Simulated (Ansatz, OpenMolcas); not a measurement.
**SnGeH6 (SMILES [GeH3][SnH3]): the HOMO–LUMO gap, rung by rung**

SnGeH6: 8 atoms, total charge 0, spin state singlet. As SMILES, `[GeH3][SnH3]`. The coordinates come from a PBE0-D4/def2-TZVP relaxation.

Quantity: the HOMO–LUMO gap, in eV. The values are calculated.

```csv
level,kind,program,value (eV),CPU time
SVWN5/def2-SVP (core potential),LDA,OpenMolcas,6.00,16 s
revPBE/def2-SVP (core potential),GGA,Ansatz,6.18,5.8 s
TPSS/def2-SVP (core potential),meta-GGA,OpenMolcas,6.45,27 s
BHLYP/def2-SVP (core potential),global hybrid,Ansatz,9.83,7.2 s
M06-2X/def2-SVP (core potential),hybrid meta-GGA,OpenMolcas,9.91,24 s
r2SCAN0/def2-SVP (core potential),hybrid meta-GGA,Ansatz,8.39,14 s
wB97X/def2-SVP (core potential),range-separated hybrid,Ansatz,12.16,25 s
B2PLYP/def2-SVP (core potential),double hybrid,Ansatz,10.05,9.3 s
```

The values span 6.00 to 12.16 eV. Orbital gaps aren't excitation energies, and those of double hybrids come from the SCF part alone; they tend to grow with the share of exact exchange. CPU times are rough (shared hosts, several kinds of processor and program).

The three semilocal functionals lie close together, from 6.00 to 6.45 eV, while every functional with exact exchange lies well above them and wB97X reaches 12.16 eV. The choice of LDA, GGA or meta-GGA therefore matters far less here than the treatment of exchange, probably because nonlocal exchange stabilises the filled orbitals but gives the empty ones no matching attraction.

All levels nonetheless describe a saturated, closed-shell molecule with a wide gap. With neither lone pairs nor π bonds, the highest occupied orbital should be mainly the Ge–Sn σ bond, which lies above the more strongly bound Ge–H and Sn–H combinations. The lowest empty orbital is probably σ* in character, mixed with diffuse contributions. A small saturated hydride of this kind is not expected to bind an extra electron firmly, so the empty level is likely to be held up artificially by the compact basis, and the larger gaps in particular can't be taken as converged estimates of the fundamental gap.
